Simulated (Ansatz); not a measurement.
## V: free energy error per atom against smearing width

Plane-wave density functional theory, scalar-relativistic PAW datasets made under PBE, Gamma-centred meshes; one setting moves on a fixed relaxed cell, energies count from the zero-width extrapolation of the reference run, pressure is Pulay-corrected at fixed cutoff and positive in compression. The results are calculated, by Ansatz 0.2.0.

Structure of every row (space group Im-3m, No. 229):
```
V
1.0
     -1.4992     1.4992     1.4992
      1.4992    -1.4992     1.4992
      1.4992     1.4992    -1.4992
V
1
Direct
  0.00000 0.00000 0.00000
```

Settings of every row: spin polarised no; functional PBE; wave cutoff 420 eV; k mesh 15x15x15; smearing method gaussian; reference k mesh 15x15x15; reference smearing width 0.1 eV; reference wave cutoff 420 eV; reference smearing method fermi_dirac; swept setting smearing; valence electrons per atom 13.

Atom starting moment: 0 on all atoms.

Limits: settings are moved on purpose, so some rows are far from converged.

```csv
row,smearing width (eV),free energy error per atom (meV),zero smearing energy error per atom (meV),pressure (GPa)
1,0.01,-1.42,-1.38,-0.6
2,0.03,-1.74,-1.42,-0.62
3,0.1,?,?,?
4,0.2,-16.66,0.19,-0.19
5,0.3,-37.97,0.29,0.16
```

Question: what free energy error per atom should row 3 give?

Worked fit of free energy error per atom. Smearing changes a smooth quantity, to lowest order, with the square of the width, so take w² in eV². The shown rows have w² = 0.0001, 0.0009, 0.04, 0.09. Their means are 0.03275 and -14.448 meV; the sums about the means are S_tt = 0.005411 and S_ty = -2.193, whose ratio is the slope. Least squares give free energy error per atom = −1.175 − 405.28 × w² meV. The rows lie off it by -0.20, -0.20, 0.73, -0.32 (root mean square 0.42 meV). The constant, -1.175 meV, estimates the value at zero width. The withheld row has w² = 0.01, so the fit gives −1.175 − 405.28 × (0.01) = -5.23 meV.

The calculation gave -4.71 meV. The fit lies 0.52 meV (11 % of the value, 1.4 % of the column's range) below it; its largest miss of a shown row is 0.73 meV.

The other values of row 3: zero smearing energy error per atom -1.21 meV; pressure -0.5 GPa.
